## Question

A copper crystal is strained by the same fraction along both axes of its xy plane, and independently along z. The crystal is a form of copper in which each atom has ten near neighbours, not the ordinary face-centred cubic metal. A density functional calculation gives the energy relative to the unstrained cell, and the pressure. Columns numbered 1 to 5 belong to in-plane strains of −0.08, −0.04, 0, 0.04 and 0.08, and "strain zz" is the strain along z.

Cu, space group Cmcm, conventional a = 2.437, b = 7.953, c = 2.475 Å (11.99 Å³ per atom), not relaxed at this level, strained at fixed fractional coordinates. Ansatz 0.2.0, plane-wave PAW, scalar-relativistic PBEsol, no spin polarisation, 420 eV cutoff, 20×20×20 k mesh (2-atom cell), 0.15 eV Gaussian smearing. Energies are free energies; pressure is positive in compression.

```
strain zz  energy change row 1 (meV/atom)  energy change row 2 (meV/atom)  energy change row 3 (meV/atom)  energy change row 4 (meV/atom)  energy change row 5 (meV/atom)  pressure row 2 (GPa)  pressure row 3 (GPa)  pressure row 4 (GPa)
    -0.08                           413.8                           175.0                            83.2                            91.3                           165.3                 35.59                 15.69                  3.06
    -0.04                           278.5                            79.2                            15.2                            43.1                           131.6                 22.67                  5.59                 -5.01
        0                           201.5                            38.2                             0.0                            45.9                           146.7                 13.22                 -1.52                -10.50
     0.04                           164.3                            33.7                            18.5                            80.9                           193.2                  6.19                 -6.56                -14.18
     0.08                           153.1                            53.3                            58.9                           135.8                           258.6                  0.93                -10.15                -16.64
```

(a) The plane is held at a fixed strain, while the length along z takes the value of lowest energy. Which way does this length move, and does it restore the volume?

(b) Explain the size of the movement by the crystal's resistance to changes of volume and of shape. Estimate it without using the positions of the energy minima.

(c) Why do equal steps of in-plane strain produce unequal movements along z? Include the most compressed plane.

(d) Which Poisson ratio describes the response, and where does its use end?

## Model answer

**(a)** Squeezing the plane makes the crystal longer along z, and stretching the plane makes it shorter. Parabolas through the lowest listed energy and its two neighbours place the best strain zz at about 0.027 for an in-plane strain of −0.04, and at −0.022 for 0.04. Keeping the volume would take 0.085 and −0.075. The crystal therefore makes only about 30 % of the movement that would restore its volume.

The pressure agrees with this. With the plane squeezed by 0.04, it is 13.22 GPa at zero strain zz and still 6.19 GPa at the lowest listed energy. A free length along z removes the stress in that direction only. The clamped plane goes on pushing outwards, and the pressure is the average over all three directions.

**(b)** A block of rubber is the simpler case. When it is squeezed from the sides it bulges at the ends until its volume is almost restored, because rubber resists a change of volume far more than a change of shape. This copper crystal resists both to a similar degree. Lengthening along z recovers volume but distorts the shape further, so the movement stops early, where the two costs balance. The comparison covers this balance only, since rubber owes its stiffness in shape to the thermal motion of chain molecules.

The arrangement of the atoms suggests why the shape is so stiff. Straight rows of neighbouring atoms run along the two short axes of the cell, one in the plane and one along z. Squeezing the plane shortens the bonds in the first set of rows, and lengthening along z stretches those in the second. Each of these bonds takes the full strain of its axis, even when the volume stays constant. In a bond that slants between the plane and z, the shortening and the lengthening partly cancel. The calculation does not divide the energy among bonds, so this remains an argument from structure.

The balance can now be written down. Let $e$ be the in-plane strain and $z$ the strain along z. For small strains the volume changes by the fraction $2e+z$, and $z-e$ measures the change of shape. With a resistance $K$ to the first and $S$ to the second, the energy per volume is

$$u=\tfrac12K(2e+z)^2+\tfrac12S(z-e)^2 .$$

At the best length the derivative with respect to $z$ vanishes:

$$K(2e+z)+S(z-e)=0,\qquad \frac{z}{e}=-\frac{2K-S}{K+S}.$$

If only volume mattered, the ratio would be −2, as it nearly is for rubber. If only shape mattered, it would be +1, and z would follow the plane.

Equal strains along all axes change the size of the crystal but not its shape, so they yield $K$. The pressures at −0.04 and 0.04 are divided by the logarithm of the volume ratio:

$$K=\frac{22.67+14.18}{3\ln(1.04/0.96)}\ \text{GPa}\approx153\ \text{GPa}.$$

Two other points change the shape and keep the volume to within half a per cent. They combine an in-plane strain of −0.04 with 0.08 along z, and the reverse. Their mean energy is 72.3 meV per atom, and the volume is 11.99 Å³ per atom. With 1 eV/Å³ equal to 160.2 GPa,

$$S=\frac{2\times0.0723}{11.99\times0.12^2}\times160.2\ \text{GPa}\approx134\ \text{GPa}.$$

The estimate follows:

$$\frac{z}{e}\approx-\frac{2\times153-134}{153+134}\approx-0.60.$$

The minima at in-plane strains of −0.04 and 0.04 give −0.62. The two energies behind $S$ also help to locate these minima, so the agreement is a check of consistency within one energy surface. It shows that near the unstrained cell the response can be understood as a contest between volume and shape.

**(c)** The answer lies in the drive along z, measured by the energy at a strain zz of 0.04 less that at −0.04. Between the two most compressed planes this difference changes by 68.7 meV per atom, but between the two most stretched planes by only 23.8. At zero strain zz the stiffness along z, read from the curvature of the energy, falls by only about a fifth over the whole range. Each further stretch of the plane thus adds less drive, and the movements shrink towards tension.

The stiffness also depends on the length along z itself. Around the lowest listed energy, the second difference is 24.1 meV per atom for an in-plane strain of −0.04, where the crystal has lengthened, but 51.0 for 0.04, where it has shortened. Moving out along z is therefore easier than moving in, which makes the movements still more unequal.

Both effects fit the usual asymmetry of bonding. Repulsion between atoms rises steeply as they approach, whereas the attraction weakens as they separate. A compressed plane therefore pushes the crystal out along z more strongly than an equally stretched plane pulls it in.

The formula in (b) assumes constant resistances and so misses this asymmetry. For the most stretched plane it gives $-0.60\times0.08\approx-0.048$, while the parabola gives −0.032. For the most compressed plane it gives 0.048, which is too small, because the energy still falls by 11.2 meV per atom between strains zz of 0.04 and 0.08. That minimum lies near or beyond the last point, and the table does not fix its position.

**(d)** In an isotropic solid with Poisson ratio $\nu$, the same experiment gives $z/e=-2\nu/(1-\nu)$. The response of −0.62 then corresponds to $\nu\approx0.24$. This crystal is not isotropic: its xy plane contains one short and one long axis, which were always strained together. The value therefore summarises this one way of loading and does not predict a pull along a single axis.

A second limit comes from the atoms, which keep their fractional positions although symmetry would let them shift along y. The forces on them are almost zero in the unstrained cell but reach 0.48 eV/Å at the strongest compression. Relaxing the atoms would lower the energies of the strained cells and could move the minima. By how much was not calculated.

## Remarks on the reasoning

One error to avoid in (a) is to assume that a solid keeps its volume. That is a good rule for rubber, whose shape is easily changed, and for plastic flow in metals, where planes of atoms slip past one another. Here no atoms slip and the shape is stiff, so restoring the whole volume would cost too much distortion.

A second error is to look for the best length where the pressure vanishes. Zero pressure would be the right condition if all axes were free to scale together. With the plane clamped, only the stress along z has to vanish.

The separation into volume and shape needs a check of its own, because a change of shape could by itself alter the pressure. The two opposite changes of shape used for $S$ differ in pressure by 2.1 GPa. The two changes of size used for $K$ differ by almost 37 GPa. The part of the pressure that reverses with the change of shape is thus small enough to leave out of a first estimate. Both changes of shape also raise the pressure above that of the unstrained cell, a second-order effect that the formula ignores.

The unstrained cell had not been relaxed and is under slight tension, at −1.52 GPa. A parabola through the three middle points puts its best strain zz at about −0.002. Because the energy curve is steeper on the compressed side, the true minimum is expected to lie somewhat lower. Such an offset largely cancels in the ratio of −0.62, which comes from the distance between two minima. The PBEsol runs used PAW datasets made for PBE, and the effect of this mismatch on the two resistances was not tested.

For another crystal, the first thing to compare is the size of the two resistances for the chosen directions. The smaller $S$ is beside $K$, the closer the response comes to keeping the volume. If $S$ were as large as $2K$, the length along z would not respond at all. The printed analysis below lists the minima, the drives and both resistances.

The analysis program printed:

```
Energy at zz +0.04 less that at zz -0.04, in-plane -0.08 (meV/atom): -114.2
The same difference, in-plane -0.04 (meV/atom): -45.5
The same difference, in-plane 0 (meV/atom): 3.3
The same difference, in-plane +0.04 (meV/atom): 37.8
The same difference, in-plane +0.08 (meV/atom): 61.6
Step of that difference from in-plane -0.08 to -0.04 (meV/atom): 68.7
Step from in-plane -0.04 to 0 (meV/atom): 48.8
Step from in-plane 0 to +0.04 (meV/atom): 34.5
Step from in-plane +0.04 to +0.08 (meV/atom): 23.8
Second difference of energy along z about zz 0, in-plane -0.08 (meV/atom): 39.8
Second difference, in-plane -0.04 (meV/atom): 36.5
Second difference, in-plane 0 (meV/atom): 33.7
Second difference, in-plane +0.04 (meV/atom): 32.2
Second difference, in-plane +0.08 (meV/atom): 31.4
Best zz strain from three-point parabola, in-plane -0.04: 0.02747
Best zz strain, in-plane 0: -0.001958
Best zz strain, in-plane +0.04: -0.0222
Best zz strain, in-plane +0.08: -0.03238
Last energy step from zz +0.04 to +0.08, in-plane -0.08 (meV/atom): -11.2
zz strain that would keep the volume, in-plane -0.04: 0.08507
zz strain that would keep the volume, in-plane +0.04: -0.07544
Change of best zz strain per unit in-plane strain, between -0.04 and +0.04: -0.6208
Poisson ratio of an isotropic solid with the same response: 0.2369
Volume resistance K from pressures at equal strains of -0.04 and +0.04 (GPa): 153.5
Volume relative to reference, in-plane -0.04 with zz +0.08: 0.9953
Volume relative to reference, in-plane +0.04 with zz -0.08: 0.9951
Mean energy of these two shape changes (meV/atom): 72.3
Shape resistance S from that mean energy (GPa): 134.2
Pressure difference between the two shape changes (GPa): 2.13
Estimated response -(2K-S)/(K+S): -0.6005
```
